**Gd⁺ in a hard spherical wall: tail model, box limit and level order**

The table holds the energy against the free ion, the pressure, the highest occupied eigenvalue and the empty 4f down eigenvalue of Gd⁺ at fixed 4f⁷5d¹6s¹ for wall radii from 2 to 10 bohr, from spherical, spin-polarised, scalar-relativistic PBE. The program checks the pressure as the slope of the energy, compares the tight rows with a particle in a sphere and with the non-relativistic virial theorem, and tests the WKB tail model $F/E=2k(R)$ on the three wide rows. With unit far charge, $l=0$ and a binding energy taken from the 5d level at 10 bohr, the model gives $F/E$ within 0.3 % at 7 and 8 bohr and 2.1 % low at 10 bohr, while $l=2$ or a far charge of two do worse. At 2 to 3 bohr the exponent $3PV/E$ is about 5, far from the box value of 2, and the tail model does not apply. The empty 4f down level lies below the highest occupied level in every row.

Gd⁺, [Xe] (4f up)⁷ (5d up)¹ (6s up)¹, inside a hard spherical wall where all orbitals vanish, computed with radks 1 (radial solver, with Libxc) in all-electron, scalar-relativistic, spin-polarised PBE with spherical densities and a point nucleus. Occupations stay fixed as levels cross. The energy reference is the free ion, pressure is -dE/dV, and the empty level is 4f down.

## Analysis program

```python
# Table: Gd+ [Xe]4f7 5d1 6s1 (fixed) in a hard spherical wall; radks, PBE, scalar-relativistic, spin-polarised:
# energy vs free ion, pressure, eigenvalues. Tested: P as slope, box limit, virial split, WKB tail model.
T = {
    'wall_radius': [2.0, 2.5, 3.0, 7.0, 8.0, 10.0],  # bohr
    'energy_change': [440.0, 148.58, 58.006, 0.30696, 0.087522, 0.0060092],  # eV
    'pressure': [22170, 4120, 971.5, 0.6617, 0.1507, 0.007183],  # GPa
    'highest_eigenvalue': [176.6, 72.1, 29.597, -8.6988, -8.9065, -9.0167],  # eV
    'empty_level_eigenvalue': [44.01, 15.707, 2.8919, -10.891, -11.129, -11.261],  # eV
    'highest_level': ['6s up', '6s up', '6s up', '5d up', '5d up', '5d up'],
}
import numpy as np
from scipy.constants import physical_constants as pc, e
from scipy.integrate import quad
from scipy.optimize import brentq, minimize_scalar
from scipy.special import spherical_jn
a0 = pc['Bohr radius'][0]; Ha = pc['Hartree energy in eV'][0]
R, E, P, H, f = [np.array(T[k], float) for k in ('wall_radius', 'energy_change', 'pressure',
                 'highest_eigenvalue', 'empty_level_eigenvalue')]
F = 4*np.pi*R**2*P*1e9*a0**3/e   # -dE/dR in eV/bohr
s = F/E; n = R*s; gap = H - f
print("R/bohr  F=-dE/dR eV/bohr  F/E 1/bohr  n=3PV/E  dT/E  dV/E (nonrel. virial)  highest-4f eV")
for i in range(len(R)):
    print(f"{R[i]:5.1f} {F[i]:11.4g} {s[i]:8.3f} {n[i]:7.2f} {n[i]-1:6.1f} {2-n[i]:6.1f} {gap[i]:8.2f} ({T['highest_level'][i]})")
print(f"first/last row ratio: energy {E[0]/E[-1]:.3g}, pressure {P[0]/P[-1]:.3g}")
print("Slope check: ln(E1/E2) against trapezoid of F/E")
dev = []
for i in range(len(R)-1):
    a = np.log(E[i]/E[i+1]); b = 0.5*(s[i]+s[i+1])*(R[i+1]-R[i]); dev.append(b/a-1)
    print(f"  {R[i]:.1f}->{R[i+1]:.1f} bohr: {a:.4f} vs {b:.4f} ({100*(b/a-1):+.2f} %)")
rd = 0.5*10**(np.floor(np.log10(P))-3)/P
print(f"rounding of pressure: {100*rd.min():.3f} to {100*rd.max():.3f} %")
def zero(l, m):
    x = np.arange(0.5, 25, 0.01); y = spherical_jn(l, x); j = np.where(y[:-1]*y[1:] < 0)[0][m-1]
    return brentq(lambda t: spherical_jn(l, t), x[j], x[j+1])
box = {k: zero(l, m)**2/2*Ha for k, l, m in (('4f', 3, 1), ('5d', 2, 3), ('6s', 0, 6))}
print("Empty sphere x^2/2 (eV bohr^2): " + ", ".join(f"{k} {v:.0f}" for k, v in box.items()))
print(f"Empty-sphere level at {R[0]:.1f} bohr: 6s {box['6s']/R[0]**2:.0f} eV, 4f {box['4f']/R[0]**2:.0f} eV")
for i in (0, 1):
    d = 1/R[i]**2 - 1/R[i+1]**2; u, v = H[i]-H[i+1], f[i]-f[i+1]
    print(f"  {R[i+1]:.1f}->{R[i]:.1f}: 6s +{u:.1f} eV, 4f +{v:.1f} eV, ratio {u/v:.2f};"
          f" slope vs 1/R^2 over box value: 6s {u/d/box['6s']:.2f}, 4f {v/d/box['4f']:.2f}")
w = np.where(R > 5)[0]
k = lambda r, b, q, l: np.sqrt(2*b - 2*q/r + l*(l+1)/r**2)
def res(b, q, l):   # model/table - 1 for F, one free amplitude
    m = np.array([np.log(k(R[i], b, q, l)) - 2*quad(k, R[w[0]], R[i], args=(b, q, l))[0] for i in w])
    d = m - np.log(F[w]); return np.exp(d - d.mean()) - 1
b0 = -H[-1]/Ha
print(f"Tail model F/E = 2k(R), binding {b0*Ha:.3f} eV taken from 5d at {R[-1]:.0f} bohr; errors at 7, 8, 10 bohr")
for q, l in ((1, 0), (1, 2), (2, 0)):
    p = 2*k(R[w], b0, q, l)
    print(f"  q={q} l={l}: 2k = " + " ".join(f"{x:.3f}" for x in p) + " 1/bohr; error % "
          + " ".join(f"{x:+.1f}" for x in 100*(p/s[w]-1)))
print("Pressure shape (independent of the energy reference), error % at 7, 8, 10 bohr")
print("  q=1 l=0 binding as above: " + " ".join(f"{x:+.2f}" for x in 100*res(b0, 1, 0)))
for q, l in ((1, 0), (1, 2), (2, 0)):
    o = minimize_scalar(lambda b: np.sum(res(b, q, l)**2), bounds=(q/R[w[0]]+0.005, 1.0), method='bounded')
    print(f"  q={q} l={l} fitted binding {o.x*Ha:.2f} eV: " + " ".join(f"{x:+.2f}" for x in 100*res(o.x, q, l)))
print("F/2k - E (q=1, l=0), meV: " + " ".join(f"{x:+.2f}" for x in 1e3*(F[w]/(2*k(R[w], b0, 1, 0))-E[w])))
print(f"0.1 meV in the reference changes E at {R[-1]:.0f} bohr by {1e-2/E[-1]:.1f} %")
print(f"turning point q/binding = {1/b0:.2f} bohr: k is imaginary for rows 2.0-3.0, no tail model there")
print("Shifts on closing the wall (eV)")
for i, j in ((w[2], w[1]), (w[1], w[0]), (w[2], w[0])):
    dE, dd, df = E[j]-E[i], H[j]-H[i], f[j]-f[i]
    print(f"  {R[i]:.0f}->{R[j]:.0f}: E {dE:.4f}, 5d {dd:.3f}, 4f {df:.3f}, gap {dd-df:+.3f}, 5d/E {dd/dE:.2f}, 4f/E {df/dE:.2f}")
print(f"4f down rise {R[-1]:.0f}->{R[0]:.0f} bohr: {f[0]-f[-1]:.1f} eV; {R[-1]:.0f}->{R[2]:.0f} bohr: {f[2]-f[-1]:.1f} eV")
assert np.all(np.diff(E) < 0) and np.all(np.diff(P) < 0)
assert np.all(gap > 0)
assert np.all(n > 2) and np.all(np.diff(n) > 0)
assert all(abs(dev[i]) < 0.01 for i in (0, 1, 3, 4))
```

Printed output:

```
R/bohr  F=-dE/dR eV/bohr  F/E 1/bohr  n=3PV/E  dT/E  dV/E (nonrel. virial)  highest-4f eV
  2.0        1031    2.342    4.68    3.7   -2.7   132.59 (6s up)
  2.5       299.3    2.014    5.04    4.0   -3.0    56.39 (6s up)
  3.0       101.6    1.752    5.26    4.3   -3.3    26.71 (6s up)
  7.0      0.3768    1.228    8.59    7.6   -6.6     2.19 (5d up)
  8.0      0.1121    1.281   10.25    9.2   -8.2     2.22 (5d up)
 10.0    0.008349    1.389   13.89   12.9  -11.9     2.24 (5d up)
first/last row ratio: energy 7.32e+04, pressure 3.09e+06
Slope check: ln(E1/E2) against trapezoid of F/E
  2.0->2.5 bohr: 1.0857 vs 1.0892 (+0.33 %)
  2.5->3.0 bohr: 0.9406 vs 0.9416 (+0.10 %)
  3.0->7.0 bohr: 5.2416 vs 5.9592 (+13.69 %)
  7.0->8.0 bohr: 1.2548 vs 1.2542 (-0.05 %)
  8.0->10.0 bohr: 2.6786 vs 2.6701 (-0.32 %)
rounding of pressure: 0.005 to 0.033 %
Empty sphere x^2/2 (eV bohr^2): 4f 664, 5d 2066, 6s 4834
Empty-sphere level at 2.0 bohr: 6s 1209 eV, 4f 166 eV
  2.5->2.0: 6s +104.5 eV, 4f +28.3 eV, ratio 3.69; slope vs 1/R^2 over box value: 6s 0.24, 4f 0.47
  3.0->2.5: 6s +42.5 eV, 4f +12.8 eV, ratio 3.32; slope vs 1/R^2 over box value: 6s 0.18, 4f 0.39
Tail model F/E = 2k(R), binding 9.017 eV taken from 5d at 10 bohr; errors at 7, 8, 10 bohr
  q=1 l=0: 2k = 1.228 1.285 1.360 1/bohr; error % +0.0 +0.3 -2.1
  q=1 l=2: 2k = 1.413 1.423 1.446 1/bohr; error % +15.1 +11.1 +4.1
  q=2 l=0: 2k = 0.604 0.807 1.025 1/bohr; error % -50.8 -37.0 -26.2
Pressure shape (independent of the energy reference), error % at 7, 8, 10 bohr
  q=1 l=0 binding as above: -0.08 -0.10 +0.18
  q=1 l=0 fitted binding 9.02 eV: +0.05 -0.07 +0.03
  q=1 l=2 fitted binding 7.66 eV: +1.95 -2.92 +1.03
  q=2 l=0 fitted binding 12.53 eV: -2.38 +3.83 -1.34
F/2k - E (q=1, l=0), meV: -0.09 -0.28 +0.13
0.1 meV in the reference changes E at 10 bohr by 1.7 %
turning point q/binding = 3.02 bohr: k is imaginary for rows 2.0-3.0, no tail model there
Shifts on closing the wall (eV)
  10->8: E 0.0815, 5d 0.110, 4f 0.132, gap -0.022, 5d/E 1.35, 4f/E 1.62
  8->7: E 0.2194, 5d 0.208, 4f 0.238, gap -0.030, 5d/E 0.95, 4f/E 1.08
  10->7: E 0.3010, 5d 0.318, 4f 0.370, gap -0.052, 5d/E 1.06, 4f/E 1.23
4f down rise 10->2 bohr: 55.3 eV; 10->3 bohr: 14.2 eV
```
